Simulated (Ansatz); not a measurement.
# How methods differ on COF2 (carbonyl fluoride)

The species is COF2 (4 atoms), meant as a singlet with charge 0. SMILES: `O=C(F)F`. The coordinates come from a PBE0-D4/def2-TZVP relaxation. The run starts from this shape.

Each level gives the adiabatic ionisation energy (to the doublet cation, no zero-point term) (eV). The values are calculated.

```csv
level,kind,program,value (eV),CPU time (all runs)
HF/STO-3G,Hartree–Fock,Ansatz,7.85,6.2 s
HF/3-21G,Hartree–Fock,Ansatz,11.74,5.7 s
HF/6-31G* (Cartesian functions),Hartree–Fock,Ansatz,11.30,14 s
PBE/def2-SVP,GGA,Ansatz,12.59,32 s
B3LYP/6-31G* (Cartesian functions),global hybrid,Ansatz,12.61,35 s
MP2/6-31G* (Cartesian functions),perturbation theory,Ansatz,12.78,26 s
```

The values span 7.85 to 12.78 eV. Without the sets that lack polarisation functions the rows with a basis span only 11.30 to 12.78 eV. Times are those of the runs behind each value, whatever else they computed, on shared processors of several kinds: orders of magnitude only.

The same-basis comparison isolates the main effect: with 6-31G*, the ionisation energy rises from 11.30 eV in Hartree–Fock to 12.61 eV in B3LYP and 12.78 eV in MP2. Hartree–Fock misses more correlation energy in the neutral molecule, which has one more electron pair, than in the cation, and so makes ionisation too easy. The very low STO-3G value has a different main origin: a minimal basis is too rigid to describe the compact, electron-rich lone pairs on oxygen and fluorine. The Hartree–Fock values do not rise steadily with basis size, so they give no basis-set limit.

The electron probably leaves an in-plane orbital of largely oxygen lone-pair character, which the electron-withdrawing fluorines stabilise relative to that of formaldehyde. The closeness of PBE and B3LYP does not show that exact exchange is unimportant, because the basis changes as well and the two effects may partly cancel. Adiabatic energies alone do not reveal how much of the result comes from the cation's geometric relaxation.
